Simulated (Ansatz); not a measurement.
# A series in volume per atom on Ba2O

Equation of state of a cubic crystal from periodic Kohn-Sham density functional theory without spin; pressure corrected for the finite basis. The results are calculated, by Ansatz 0.2.0 development build.

Cell of the first row (space group Fm-3m, No. 225):
```
CELL_PARAMETERS angstrom
0.00000 3.34740 3.34740
3.34740 0.00000 3.34740
3.34740 3.34740 0.00000
ATOMIC_POSITIONS crystal
Ba 0.25000 0.25000 0.25000
Ba 0.75000 0.75000 0.75000
O 0.00000 0.00000 0.00000
```

Settings of every row: formula Ba2O; structure type antifluorite; functional PBE; spin treatment none; k mesh 14x14x14; occupation method fermi-dirac; occupation width 0.061225619 eV; wave cutoff 700 eV; datasets hard PAW; density cutoff ratio 4.

Limits: a cubic model structure, not a phase known at ambient conditions; some atoms lie unusually close (a squeezed, shaken or made-up cell); the SCF threshold is loose for a stress in some rows; no spin-orbit coupling, which can matter with elements this heavy.

```csv
row,volume per atom (Å³),pressure (GPa),energy above lowest point (meV/atom)
1,25.006,2.559,12.02
2,25.538,1.604,5.14
3,26.07,0.758,1.24
4,26.602,?,?
5,27.134,-0.658,1.1
6,27.666,-1.251,4.29
7,28.198,-1.779,9.34
```

Question: what pressure should row 4 give?

Worked fit of pressure. Take u = (V_r/V)^(2/3) − 1 with V_r = 26.602 Å³ an atom, which is twice the finite (Eulerian) strain; such expansions in the strain, on which the Birch-Murnaghan equation of state is built, carry the rest volume and the bulk modulus. The shown rows have u = 0.04211, 0.02759, 0.01356, -0.01311, -0.02581, -0.0381. Least squares give pressure = 0.0079 + 52.971 × u + 169.5 × u² + 267 × u³ GPa; a parabola predicts inner rows, each left out in turn, worse (root mean square 0.006 against 5.1e-05 GPa). All shown rows lie on it to the printed digit. The pressure vanishes at u = -0.0001, or V = 26.61 Å³ an atom, and there the bulk modulus at fixed shape and fractions is B = −V dP/dV = (2/3)(1 + u) dP/du = 35.3 GPa. The withheld row has u = 0, so the fit gives 0.0079 + 52.971 × (0) + 169.5 × (0)² + 267 × (0)³ = 0.008 GPa.

The calculation gave 0.007 GPa. The fit lies 0.001 GPa (14 % of the value, 0.023 % of the column's range) above it, one unit of the last digit.

The other values of row 4: energy above lowest point 0 meV/atom.
